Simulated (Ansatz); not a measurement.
## Ni: pressure and energy change per atom as volume scale varies

Plane-wave DFT, scalar-relativistic PAW made under PBE with cores redone for the functional, no dispersion; the given relaxed cell is scaled uniformly, energy at zero smearing counts from the unscaled cell, pressure at the given Fermi-Dirac smearing is positive in compression. The results are calculated, by Ansatz 0.2.0.

The cell before it is scaled or strained (space group P6_3/mmc, No. 194):
```
cell vectors (Å)
   2.5281     0.0000     0.0000
  -1.2640     2.1894     0.0000
   0.0000     0.0000     8.2840
atoms (fractions of the cell vectors)
Ni  1.00000  1.00000  0.00000
Ni  1.00000  1.00000  0.50000
Ni  0.33333  0.66667  0.25000
Ni  0.66667  0.33333  0.75000
```

Settings of every row: spin polarised yes; functional BLYP; wave cutoff 420 eV; smearing width 0.05 eV; k mesh 16x16x5.

Atom:
```csv
element,starting moment (Bohr magneton)
Ni,-0.67
Ni,-0.67
Ni,-0.68
Ni,-0.68
```

Limits: search for a lower magnetic state is off; the cell comes from a prototype or a list of computed structures and needn't be the stable phase.

```csv
row,volume scale,V (Å³/atom),pressure (GPa),energy change per atom (meV),largest site moment (Bohr magneton)
1,0.88,10.087,29.39,109.27,0.62
2,0.92,10.546,17.12,43.83,0.63
3,0.96,11.005,7.47,9.64,0.64
4,1.04,11.922,?,?,?
5,1.08,12.38,-10.72,34.3,0.69
6,1.12,12.839,-14.36,70.7,0.71
```

Question: what pressure and energy change per atom should row 4 give?

Worked fit of pressure. Take u = (V_r/V)^(2/3) − 1 with V_r = 11.005 Å³ an atom, which is twice the finite (Eulerian) strain; such expansions in the strain, on which the Birch-Murnaghan equation of state is built, carry the rest volume and the bulk modulus. The shown rows have u = 0.05979, 0.02881, 0, -0.07549, -0.09766. Least squares give pressure = 7.481 + 311.29 × u + 906.9 × u² GPa; a straight line predicts inner rows, each left out in turn, worse (root mean square 2.4 against 0.15 GPa). The rows lie off it by 0.05, -0.08, -0.01, 0.13, -0.09 (root mean square 0.082 GPa). The pressure vanishes at u = -0.0260, or V = 11.45 Å³ an atom, and there the bulk modulus at fixed shape and fractions is B = −V dP/dV = (2/3)(1 + u) dP/du = 172 GPa. Letting shape and atoms relax would as a rule lower it, by much in layered, chain or molecular crystals. The withheld row has u = -0.05196, so the fit gives 7.481 + 311.29 × (-0.05196) + 906.9 × (-0.05196)² = -6.25 GPa.

The calculation gave -6.06 GPa. The fit lies 0.19 GPa (3.1 % of the value, 0.43 % of the column's range) below it; its largest miss of a shown row is 0.13 GPa.

Worked fit of energy change per atom. Take u = (V_r/V)^(2/3) − 1 with V_r = 11.005 Å³ an atom, which is twice the finite (Eulerian) strain; such expansions in the strain, on which the Birch-Murnaghan equation of state is built, carry the rest volume and the bulk modulus. The shown rows have u = 0.05979, 0.02881, 0, -0.07549, -0.09766. Least squares give energy change per atom = 9.767 + 787.36 × u + 14534.7 × u² meV; a straight line predicts inner rows, each left out in turn, worse (root mean square 38 against 1.3 meV). The rows lie off it by 0.47, -0.68, -0.13, 1.14, -0.80 (root mean square 0.73 meV). The withheld row has u = -0.05196, so the fit gives 9.767 + 787.36 × (-0.05196) + 14534.7 × (-0.05196)² = 8.10 meV.

The calculation gave 9.63 meV. The fit lies 1.53 meV (16 % of the value, 1.5 % of the column's range) below it; its largest miss of a shown row is 1.14 meV.

The other values of row 4: largest site moment 0.67 Bohr magneton.
